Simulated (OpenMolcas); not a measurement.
## How basis sets differ on AlSiH4Cl (SMILES [SiH3][AlH][Cl])

AlSiH4Cl has 7 atoms, charge 0, and is taken as a singlet. SMILES: `[SiH3][AlH][Cl]`. Geometry: relaxed at PBE0-D4/def2-TZVP.

Each level gives the dipole moment (D). The values are calculated.

```csv
level,kind,program,value (D),CPU time
HF/ANO-RCC-MB (DKH2),Hartree–Fock,OpenMolcas,2.16,3.9 s
HF/ANO-S-MB,Hartree–Fock,OpenMolcas,1.79,1.6 s
HF/STO-3G,Hartree–Fock,OpenMolcas,3.05,3.2 s
HF/3-21G,Hartree–Fock,OpenMolcas,2.58,4 s
HF/aug-cc-pVDZ,Hartree–Fock,OpenMolcas,1.55,26 s
```

The values span 1.55 to 3.05 D. Magnitudes only. Sets without polarisation functions give poor dipoles. Times are those of the runs behind each value, whatever else they computed, on shared processors of several kinds: orders of magnitude only.

All four smaller sets give a larger dipole than aug-cc-pVDZ, with STO-3G at 3.05 D, nearly twice the 1.55 D of the largest set. The error does not simply follow the number of functions: split-valence 3-21G, at 2.58 D, lies further from aug-cc-pVDZ than either minimal ANO set.

The molecule's polarity comes mainly from electropositive aluminium bound to chlorine, with hydridic Al–H and Si–H bonds adding contributions that partly cancel, so the total is sensitive to small shifts of charge. The excess in the smaller sets probably reflects their limited freedom to polarise the density around Al, Si and Cl and to describe chlorine lone-pair donation into the formally empty aluminium 3p orbital, both of which can offset the Al–Cl charge separation.

The relative closeness of ANO-S-MB, at 1.79 D, is therefore no proof of a better charge distribution, since errors in individual bond contributions can cancel in the total. Without a larger augmented set, the Hartree–Fock basis-set limit remains open.
